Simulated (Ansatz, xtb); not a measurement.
B2H2N: which of two isomers lies lower

We compare I, `B1B[N]1`, a doublet, with II, `[B]=NB`, a doublet. Both are isolated molecules in the gas phase, relaxed with B3LYP-D4/def2-TZVP; the shapes shown needn't be the lowest conformers.

I (Å):

```xyz
5

B     0.5064    0.7180   -0.6026
B    -0.5755   -0.5604   -0.3585
N    -0.8397    0.7040   -0.7756
H     1.5448    1.2723   -0.6334
H    -0.9268   -1.6481   -0.0759
```

II (Å):

```xyz
5

B     0.3909   -2.2043    2.4299
B     2.7866   -1.0726    2.5692
N     1.6567   -1.6066    2.5035
H    -0.1429   -2.5830    3.4285
H    -0.1428   -2.3298    1.3693
```

Energies in hartree; the thermal terms are from B3LYP-D4/def2-TZVP harmonic frequencies (ideal gas, rigid rotor, one conformer each, 298.15 K, 1 atm) and include the zero-point energy:

|  | I | II |
| --- | --- | --- |
| E, CCSD(T)/def2-TZVP | −105.393516 | −105.370801 |
| zero-point energy | 0.027220 | 0.027239 |
| H(298 K) − E | 0.031528 | 0.032140 |
| G(298 K) − E | 0.003569 | 0.003289 |

**Question.** Work out ΔE, ΔE₀, ΔH and ΔG for I → II in kcal/mol (1 Eh = 627.51 kcal/mol) and the equilibrium ratio [II]/[I].

**Answer.** 1. ΔE = −105.370801 − (−105.393516) = +0.022715 Eh = +14.25 kcal/mol.
2. ΔE₀ = ΔE + ΔZPE = +0.022715 + (+0.000019) Eh = +14.27 kcal/mol.
3. ΔH = ΔE + (+0.000612) Eh = +14.64 kcal/mol.
4. ΔG = ΔE + (−0.000280) Eh = +14.08 kcal/mol, so ΔS = (ΔH − ΔG)/T = +7.9 J/(mol K).
5. kT = 0.9442 mEh, so K = [II]/[I] = exp(−ΔG/kT) = exp(−23.76) ≈ 4.8 × 10^−11.

Structure I is favoured at this temperature. An error of 1 kcal/mol in ΔG would change K by a factor of 5.4. HF/STO-3G found them nearly level. Mirror images and further conformers aren't counted.

As drawn, II has 1 B=N in place of 1 B–B, 1 B–N. Structure I has a 3-membered ring, II no ring.

Other levels gave ΔE = +1.6 (GFN2-xTB); 0.0 (HF/STO-3G, GFN2-xTB geometries); +12.1 (r2SCAN-D4/def2-SVP, GFN2-xTB geometries); +14.3 (B3LYP-D4/def2-TZVP); +2.3 (HF/def2-TZVP); +15.3 (MP2/def2-TZVP) kcal/mol. Open shells are spin-unrestricted. The correlated steps freeze 3 core orbitals. Programs: Ansatz 0.2.0, xtb 6.7.1.

The cyclic radical lies well below the open chain despite its ring strain, and the preference is almost wholly electronic, since zero-point and thermal terms nearly cancel. Closing the ring adds a B–B σ bond and removes the nearly bare terminal boron of II. The two short, equal B–N distances in I suggest a π pair shared over all three ring atoms, as in the cyclopropenyl cation, with the unpaired electron mainly in an in-plane orbital on nitrogen. In II, the almost linear B–N–B unit and very short terminal B–N bond point to strong π donation from nitrogen and a σ radical on the terminal boron, which the drawn double bond understates. This donation only partly relieves boron's electron deficiency.

With the same basis, Hartree–Fock gives only +2.3 kcal/mol, against +15.3 with MP2 and +14.25 with CCSD(T), so most of the gap comes from electron correlation, probably because it favours the compact, delocalised ring. The energies don't show how readily II would close to I.
